**Screening constants of the 3s orbital along the 14-electron sequence, Si to Ni14+**

The table holds the 3s orbital energy, ⟨r⟩, ⟨1/r⟩ and the radius of the outer density peak from non-relativistic, configuration-averaged Hartree-Fock calculations at the basis limit. The program inverts the hydrogenic 3s formulas to obtain four screening constants per row and compares them with the parameter-free first-order 1/Z limits, split by shell and into enclosed charge, outer charge and exchange. The order σ(ε) > σ(1/r) > σ(⟨r⟩) > σ(r_max) holds in every row and in the limits 9.495, 7.724, 6.562 and 5.617. The limit values miss Ni14+ by 4.8 % in the energy and by less than 2 % in the lengths, but fail for Si (107 % in the energy), and a constant screening constant or quantum defect also fails. Free extrapolations to infinite Z bracket the limits but depend on the rows and the degree chosen.

3s orbital of the 14-electron sequence Si to Ni14+, all in the configuration [Ne] 3s2 3p2, from non-relativistic Hartree-Fock calculations with B-spline radial code 1 (average of configuration, point nucleus, basis-set limit). ε is the orbital energy, <r> and <1/r> are orbital averages, and r_max is where the radial probability density of the orbital is largest.

## Program and output

```python
# Table: 3s orbital energy, <r>, <1/r>, r_max along the 14-electron sequence Si..Ni14+ (B-spline radial code,
# non-relativistic Hartree-Fock, configuration average). Tested: hydrogenic screening constants from each column
# against the parameter-free first-order 1/Z limit; alternatives: constant sigma, constant quantum defect.
T = {
    'ion': ['Si', 'P+', 'S2+', 'Cl3+', 'Ar4+', 'K5+', 'Ca6+', 'Sc7+', 'Ti8+', 'V9+', 'Cr10+', 'Mn11+', 'Fe12+', 'Co13+', 'Ni14+'],
    'Z': [14, 15, 16, 17, 18, 19, 20, 21, 22, 23, 24, 25, 26, 27, 28],
    'charge': [0, 1, 2, 3, 4, 5, 6, 7, 8, 9, 10, 11, 12, 13, 14],  # e
    'energy': [-0.543596, -1.03662, -1.66003, -2.40539, -3.26887, -4.24834, -5.34249, -6.55045, -7.87162, -9.30558, -10.852, -12.5107, -14.2814, -16.164, -18.1583],  # hartree
    'mean_radius': [2.2041, 1.8465, 1.5967, 1.4113, 1.2672, 1.1514, 1.056, 0.97587, 0.90747, 0.84834, 0.79666, 0.75108, 0.71054, 0.67425, 0.64156],  # bohr
    'mean_inverse_r': [0.60412, 0.72566, 0.84569, 0.96409, 1.0812, 1.1973, 1.3126, 1.4274, 1.5416, 1.6555, 1.769, 1.8823, 1.9953, 2.1081, 2.2208],  # 1/bohr
    'radius_of_maximum': [1.796, 1.553, 1.371, 1.23, 1.117, 1.024, 0.9464, 0.88, 0.8226, 0.7724, 0.7282, 0.6889, 0.6537, 0.622, 0.5932],  # bohr
}
import numpy as np
from scipy.linalg import eigh_tridiagonal, solve_banded
from scipy.constants import alpha, physical_constants as pc
eV = pc['Hartree energy in eV'][0]
ion = T['ion']; Z = np.array(T['Z'], float); q = np.array(T['charge'], float)
E, R, I, M = [np.array(T[k], float) for k in ('energy', 'mean_radius', 'mean_inverse_r', 'radius_of_maximum')]
rm = max(np.roots([-2/3, 12, -45, 27]).real)  # outer peak of hydrogen 3s
S = Z - np.array([np.sqrt(-18*E), 9*I, 13.5/R, rm/M]); nm = ['eps', '1/r', '<r>', 'rmax']; pw = [2, 1, -1, -1]
fl = [(Z-S[j])*0.5*10**(np.floor(np.log10(abs(x)))-n+1)/abs(x)/abs(pw[j]) for j, (x, n) in enumerate([(E, 6), (I, 5), (R, 5), (M, 4)])]
qd = 3-(q+1)/np.sqrt(-2*E); dI = np.r_[np.nan, np.diff(I)]; d2 = np.r_[np.nan, -np.diff(E, 2), np.nan]
print('ion  sigma(eps,1/r,<r>,rmax) | qdefect <r><1/r> <r>/rmax step<1/r>[1/bohr] -d2eps[Eh]')
for i in range(len(Z)):
    print(f'{ion[i]:6s}', *[f'{s:.3f}' for s in S[:, i]], f'| {qd[i]:.3f} {R[i]*I[i]:.4f} {R[i]/M[i]:.4f} {dI[i]:.4f} {d2[i]:.4f}')
print(f'hydrogenic: rmax*Z {rm:.3f}, <r><1/r> 1.5, <r>/rmax {13.5/rm:.4f}, 1/9={1/9:.4f}; step floors 1e-4, 2e-4; max sigma floors', *[f'{f.max():.0e}' for f in fl])
h = 0.003; r = h*np.arange(1, 30001); off = np.full(len(r)-1, -0.5/h**2)
def orb(n, l):
    w, v = eigh_tridiagonal(1/h**2+l*(l+1)/(2*r*r)-1/r, off, select='i', select_range=(n-l-1, n-l-1))
    return w[0], v[:, 0]/np.sqrt(h)
def y(k, a, b):  # inner and outer parts of the multipole potential of a*b
    f, g = a*b*r**k, a*b/r**(k+1)
    return (np.cumsum(f)-f/2)*h/r**(k+1), (np.cumsum(g[::-1])[::-1]-g/2)*h*r**k
E0, P = orb(3, 0); im = np.argmax(P*P)
ab = np.array([np.r_[0, off], 1/h**2-1/r-E0+1e-6, np.r_[off, 0]])
def resp(g):  # first-order sigmas from g = G|3s>
    e1 = h*P@g; x = solve_banded((1, 1), ab, -(g-e1*P)); x -= P*(h*P@x)
    return np.array([9*e1, -18*h*(P/r)@x, 2*h*(P*r)@x/13.5, -np.gradient(x, h)[im]/(2*(-1/r[im]-E0)*P[im])/r[im]])
print('first-order Z->inf sigma(eps,1/r,<r>,rmax), no fitted parameter')
inn = out = ex = 0; enc = 0
for n, l, k in [(1, 0, 2), (2, 0, 2), (2, 1, 6), (3, 0, 1), (3, 1, 2)]:
    B = orb(n, l)[1]; a, b = y(0, B, B)
    x = 0*r if (n, l) == (3, 0) else -k/(2*(2*l+1))*sum(y(l, B, P))*B
    p1, p2, p3 = resp(k*a*P), resp(k*b*P), resp(x); inn = inn+p1; out = out+p2; ex = ex+p3
    print(f' from {k} x {n}{"sp"[l]} incl. exchange', np.round(p1+p2+p3, 3))
S0 = inn+out+ex
print(f' sigma(eps) direct: enclosed charge {inn[0]:.3f} + outer charge {out[0]:.3f}; sigma(1/r) direct {inn[1]+out[1]:.3f}')
print(' direct', np.round(inn+out, 3), 'exchange', np.round(ex, 3))
print(' total', np.round(S0, 3), '; Ni row minus total', np.round(S[:, -1]-S0, 3), '; Si', np.round(S[:, 0]-S0, 3))
err = lambda s, j: 100*(((Z-s)/(Z-S[j]))**pw[j]-1)
for j in range(4):
    c = S[j].mean(); e, e0 = err(c, j), err(S0[j], j)
    A = np.c_[1/Z, 1/Z**2]; co = np.linalg.lstsq(A, S[j]-S0[j], rcond=None)[0]; rs = S[j]-S0[j]-A@co; w = np.argmax(abs(rs))
    fr = [np.polyfit(1/Z[Z >= z], S[j][Z >= z], d)[-1] for z, d in ((14, 2), (21, 2), (21, 1))]
    print(f'{nm[j]}: const sigma {c:.2f} err Si {e[0]:+.1f}% Ni {e[-1]:+.1f}%; limit sigma err Si {e0[0]:+.1f}% Sc {e0[7]:+.1f}% Ni {e0[-1]:+.1f}%')
    print(f'  limit+b/Z+c/Z^2 worst resid {rs[w]:+.3f} ({ion[w]}); free intercept quad all/quad Z>=21/lin Z>=21', np.round(fr, 2))
es = err(2+8*0.85+3*0.35, 0); eq = 100*(((3-qd)/(3-qd.mean()))**2-1)
print(f'eps err: Slater 9.85 Si {es[0]:+.0f}% Ni {es[-1]:+.1f}%; const qdefect {qd.mean():.2f} Si {eq[0]:+.0f}% Ni {eq[-1]:+.0f}%')
ex_ = lambda x: np.round(np.diff(np.log(abs(x)))[[0, -1]]/np.diff(np.log(Z))[[0, -1]], 2)
print(f'Ni/Si: eps x{E[-1]/E[0]:.1f} 1/r x{I[-1]/I[0]:.2f}; Si/Ni <r> x{R[0]/R[-1]:.2f} rmax x{M[0]/M[-1]:.2f}; dln/dlnZ first,last eps', ex_(E), '<r>', ex_(R))
g = (E[2:]-E[:-2])/2+I[1:-1]
print(f'deps/dZ+<1/r> [Eh]: P+ {g[0]:.3f} Sc {g[6]:.3f} Co {g[-1]:.3f}; limit {(S0[0]-S0[1])/9:.3f}')
# further outputs of the same runs: F0(3s3s), F0(3s3p), G1(3s3p) in eV; <r>(3p) in bohr
sl = {'Si': (11.17123, 9.824571, 6.299993), 'Co': (36.2252, 36.4123, 24.1638), 'Ni': (38.06773, 38.32876, 25.37979)}
B = orb(3, 1)[1]; hy = [h*(P*P)@sum(y(0, P, P)), h*(P*P)@sum(y(0, B, B)), h*(P*B)@sum(y(1, P, B))]
print('F0ss,F0sp,G1sp step Co->Ni [Eh]', np.round((np.array(sl['Ni'])-sl['Co'])/eV, 4), 'hydrogenic', np.round(hy, 4))
vr = lambda t: (t[0]+2*(t[1]-t[2]/6))/eV
print(f'n=3 repulsion in eps [Eh]: Si {vr(sl["Si"]):.3f} Ni {vr(sl["Ni"]):.3f}; -Z<1/r>: Si {-Z[0]*I[0]:.2f} Ni {-Z[-1]*I[-1]:.2f}; -eps Si {-E[0]*eV:.2f} eV')
print('<r>3p/<r>3s Cl,Sc,Mn', np.round(np.array([1.527747, 0.9986753, 0.749217])/R[[3, 7, 11]], 4), f'hydrogenic {12.5/13.5:.4f}')
print(f'relativity, order only: (Z alpha)^2 Si {(Z[0]*alpha)**2:.3f} Ni {(Z[-1]*alpha)**2:.3f}; bare hydrogenic 3s shift is 1/4 of it')
assert np.all(np.diff(S, axis=0) < 0)             # sigma order in every row
assert np.all(np.diff(S[:3], axis=1) < 0)         # sigmas fall with Z
assert np.all(dI[1:] > 1/9) and np.all(d2[1:-1] > 1/9)
assert np.all(g > 0)
```

It prints:

```
ion  sigma(eps,1/r,<r>,rmax) | qdefect <r><1/r> <r>/rmax step<1/r>[1/bohr] -d2eps[Eh]
Si     10.872 8.563 7.875 6.720 | 2.041 1.3315 1.2272 nan nan
P+     10.680 8.469 7.689 6.581 | 1.611 1.3399 1.1890 0.1215 0.1304
S2+    10.534 8.389 7.545 6.464 | 1.354 1.3503 1.1646 0.1200 0.1220
Cl3+   10.420 8.323 7.434 6.371 | 1.176 1.3606 1.1474 0.1184 0.1181
Ar4+   10.329 8.269 7.347 6.295 | 1.045 1.3701 1.1345 0.1171 0.1160
K5+    10.255 8.224 7.275 6.232 | 0.942 1.3786 1.1244 0.1161 0.1147
Ca6+   10.194 8.187 7.216 6.186 | 0.859 1.3861 1.1158 0.1153 0.1138
Sc7+   10.141 8.153 7.166 6.143 | 0.790 1.3930 1.1089 0.1148 0.1132
Ti8+   10.097 8.126 7.123 6.106 | 0.732 1.3990 1.1032 0.1142 0.1128
V9+    10.058 8.101 7.087 6.073 | 0.682 1.4044 1.0983 0.1139 0.1125
Cr10+  10.024 8.079 7.054 6.046 | 0.639 1.4093 1.0940 0.1135 0.1123
Mn11+  9.994 8.059 7.026 6.022 | 0.601 1.4138 1.0903 0.1133 0.1120
Fe12+  9.967 8.042 7.000 6.000 | 0.568 1.4177 1.0870 0.1130 0.1119
Co13+  9.943 8.027 6.978 5.981 | 0.538 1.4214 1.0840 0.1128 0.1117
Ni14+  9.921 8.013 6.958 5.960 | 0.511 1.4248 1.0815 0.1127 nan
hydrogenic: rmax*Z 13.074, <r><1/r> 1.5, <r>/rmax 1.0326, 1/9=0.1111; step floors 1e-4, 2e-4; max sigma floors 3e-05 5e-04 6e-04 6e-03
first-order Z->inf sigma(eps,1/r,<r>,rmax), no fitted parameter
 from 2 x 1s incl. exchange [1.739 1.678 1.494 1.42 ]
 from 2 x 2s incl. exchange [1.447 1.357 1.003 0.771]
 from 6 x 2p incl. exchange [4.6   3.877 3.341 2.896]
 from 1 x 3s incl. exchange [0.598 0.299 0.249 0.168]
 from 2 x 3p incl. exchange [1.111 0.513 0.476 0.361]
 sigma(eps) direct: enclosed charge 7.791 + outer charge 2.034; sigma(1/r) direct 7.791
 direct [9.826 7.791 6.931 6.102] exchange [-0.331 -0.067 -0.369 -0.485]
 total [9.495 7.724 6.562 5.617] ; Ni row minus total [0.426 0.289 0.395 0.344] ; Si [1.377 0.839 1.313 1.104]
eps: const sigma 10.23 err Si +45.4% Ni -3.4%; limit sigma err Si +107.4% Sc +12.3% Ni +4.8%
  limit+b/Z+c/Z^2 worst resid +0.040 (Si); free intercept quad all/quad Z>=21/lin Z>=21 [9.92 9.62 9.26]
1/r: const sigma 8.20 err Si +6.6% Ni -0.9%; limit sigma err Si +15.4% Sc +3.3% Ni +1.4%
  limit+b/Z+c/Z^2 worst resid +0.009 (Si); free intercept quad all/quad Z>=21/lin Z>=21 [7.86 7.8  7.59]
<r>: const sigma 7.25 err Si -9.2% Ni +1.4%; limit sigma err Si -17.7% Sc -4.2% Ni -1.8%
  limit+b/Z+c/Z^2 worst resid +0.040 (Si); free intercept quad all/quad Z>=21/lin Z>=21 [7.   6.7  6.33]
rmax: const sigma 6.21 err Si -6.5% Ni +1.2%; limit sigma err Si -13.2% Sc -3.4% Ni -1.5%
  limit+b/Z+c/Z^2 worst resid +0.022 (Si); free intercept quad all/quad Z>=21/lin Z>=21 [5.91 5.69 5.42]
eps err: Slater 9.85 Si +76% Ni +0.8%; const qdefect 0.94 Si -78% Ni +46%
Ni/Si: eps x33.4 1/r x3.68; Si/Ni <r> x3.44 rmax x3.03; dln/dlnZ first,last eps [9.36 3.2 ] <r> [-2.57 -1.37]
deps/dZ+<1/r> [Eh]: P+ 0.167 Sc 0.163 Co 0.170; limit 0.197
F0ss,F0sp,G1sp step Co->Ni [Eh] [0.0677 0.0704 0.0447] hydrogenic [0.0664 0.0688 0.0423]
n=3 repulsion in eps [Eh]: Si 1.055 Ni 3.905; -Z<1/r>: Si -8.46 Ni -62.18; -eps Si 14.79 eV
<r>3p/<r>3s Cl,Sc,Mn [1.0825 1.0234 0.9975] hydrogenic 0.9259
relativity, order only: (Z alpha)^2 Si 0.010 Ni 0.042; bare hydrogenic 3s shift is 1/4 of it
```
